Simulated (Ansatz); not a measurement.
# How methods differ on SiH3F (SiFH3)

The species is SiH3F (5 atoms), meant as a singlet with charge 0. As SMILES, `[H][Si]([H])([H])F`. The coordinates come from a GFN2-xTB relaxation.

Quantity: the vertical ionisation energy (to the doublet cation), in eV. The values are calculated.

```csv
level,kind,program,value (eV),less FCI/STO-3G,CPU time (all runs)
HF/STO-3G,Hartree–Fock,Ansatz,8.11,-0.17,0.57 s
SVWN5/STO-3G,LDA,Ansatz,8.74,+0.46,3.7 s
revPBE/STO-3G,GGA,Ansatz,8.82,+0.54,6.4 s
PBE0/STO-3G,global hybrid,Ansatz,9.14,+0.86,7.1 s
HSE06/STO-3G,range-separated hybrid,Ansatz,9.13,+0.85,9.6 s
B2PLYP/STO-3G,double hybrid,Ansatz,8.99,+0.71,37 s
MP2/STO-3G,perturbation theory,Ansatz,8.38,+0.10,1 s
CCSDT/STO-3G,coupled cluster or CI,Ansatz,8.28,0.00,1.6 s
FCI/STO-3G,exact in the basis,Ansatz,8.28,0.00,3 s
```

FCI/STO-3G is exact within its basis and frozen core, so for wave-function methods in that basis the difference is their error; functionals converge differently with the basis, so for them it is only a difference. The values span 8.11 to 9.14 eV. All rows use very small basis sets, so even the best lies far from the true value. Times are those of the runs behind each value, whatever else they computed, on shared processors of several kinds: orders of magnitude only.

Electron correlation raises the ionisation energy because the neutral molecule has one more electron to correlate than the cation. Hartree–Fock therefore falls below the exact result in this basis, at 8.11 against 8.28 eV. MP2 corrects in the right direction but overshoots, while CCSDT reproduces FCI to the printed precision, so excitations beyond triples largely cancel between the two states.

The functionals all lie higher, but not in order of their exact exchange: PBE0 exceeds revPBE, whereas Hartree–Fock gives the lowest value of all. PBE0 and HSE06 nearly coincide, as expected for a molecule so compact that screening long-range exchange removes little.

Every value is well below the known ionisation energy of fluorosilane. The likely cause is that the fixed minimal functions cannot adapt to electron-rich fluorine and the polar Si–F bond, which penalises the neutral more than the cation. Agreement with FCI here thus measures the treatment of correlation, and the functionals' larger deviations do not establish that they would be less accurate in a flexible basis.
